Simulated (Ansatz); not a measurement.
Li₂H: the change of phonon entropy and phonon heat capacity with temperature

All results are calculated (Ansatz 0.2.0). Harmonic vibrational free energy, entropy and heat capacity at constant volume, per atom, from the force constants of a q mesh, imaginary modes left out; plane waves with PAW datasets, Gamma-centred k mesh.

Structure of every row (space group Pmmn, No. 59):
```
CELL_PARAMETERS angstrom
2.82830 0.00000 0.00000
0.00000 4.16910 0.00000
0.00000 0.00000 5.99160
ATOMIC_POSITIONS crystal
Li 0.50000 0.00000 0.39327
Li 0.00000 0.50000 0.14693
Li 0.50000 0.00000 0.85307
Li 0.00000 0.50000 0.60673
H 0.50000 0.50000 0.38992
H 0.00000 0.00000 0.61008
```

Settings of every row: functional PBE; dispersion none; spin none; wave cutoff 420 eV; k mesh 16x10x6; occupations fermi dirac; smearing width 0.15 eV; pressure 0 GPa; phonon method linear response; q mesh 4x2x1.

Limits: coarse q mesh; metal sensitive to the k mesh; the cell comes from a prototype or a list of computed structures and needn't be the stable phase.

```csv
row,temperature (K),phonon entropy (kB/atom),phonon heat capacity (kB/atom),phonon free energy (meV/atom)
1,200,1.061,1.556,77.4
2,300,1.796,2.057,65.1
3,400,2.432,2.359,46.8
4,500,2.981,2.546,23.4
5,600,?,?,?
6,700,3.873,2.744,-36
7,800,4.243,2.799,-71
8,900,4.575,2.838,-109
9,1000,4.876,2.867,-149.8
```

Question: what phonon entropy and phonon heat capacity should row 5 give?

Worked fit of phonon entropy. Entropy rises as the heat capacity times the change of ln T, so take t = ln(T / 300 K). The shown rows have t = -0.4055, 0, 0.2877, 0.5108, 0.8473, 0.9808, 1.0986, 1.204. Least squares give phonon entropy = 1.8153 + 2.05672 × t + 0.41509 × t² kB/atom; a straight line predicts inner rows, each left out in turn, worse (root mean square 0.098 against 0.017 kB/atom). The rows lie off it by 0.011, -0.019, -0.009, 0.007, 0.017, 0.011, -0.001, -0.017 (root mean square 0.013 kB/atom), a smooth pattern that one more power would take up: the form is only approximate. The slope at t = 0, 2.06 kB/atom, estimates the heat capacity at 300 K. The withheld row has t = 0.6931, so the fit gives 1.8153 + 2.05672 × (0.6931) + 0.41509 × (0.6931)² = 3.440 kB/atom.

The calculation gave 3.456 kB/atom. The fit lies 0.016 kB/atom (0.42 % of the column's range) below it; its largest miss of a shown row is 0.019 kB/atom.

Worked fit of phonon heat capacity. At high temperature a harmonic heat capacity falls short of its limit by a term in 1/T², so take t = (100 K / T)². The shown rows have t = 0.25, 0.11111, 0.0625, 0.04, 0.02041, 0.01562, 0.01235, 0.01. Least squares give phonon heat capacity = 2.9552 − 10.4597 × t + 19.498 × t² kB/atom; a straight line predicts inner rows, each left out in turn, worse (root mean square 0.11 against 0.031 kB/atom). The rows lie off it by -0.003, 0.023, -0.019, -0.022, -0.006, 0.002, 0.009, 0.014 (root mean square 0.015 kB/atom), a smooth pattern that one more power would take up: the form is only approximate. The constant, 2.9552 kB/atom, is to be held against the harmonic limit of 3 k_B an atom. The withheld row has t = 0.02778, so the fit gives 2.9552 − 10.4597 × (0.02778) + 19.498 × (0.02778)² = 2.680 kB/atom.

The calculation gave 2.665 kB/atom. The fit lies 0.015 kB/atom (1.1 % of the column's range) above it; its largest miss of a shown row is 0.023 kB/atom.

The other values of row 5: phonon free energy -4.4 meV/atom.
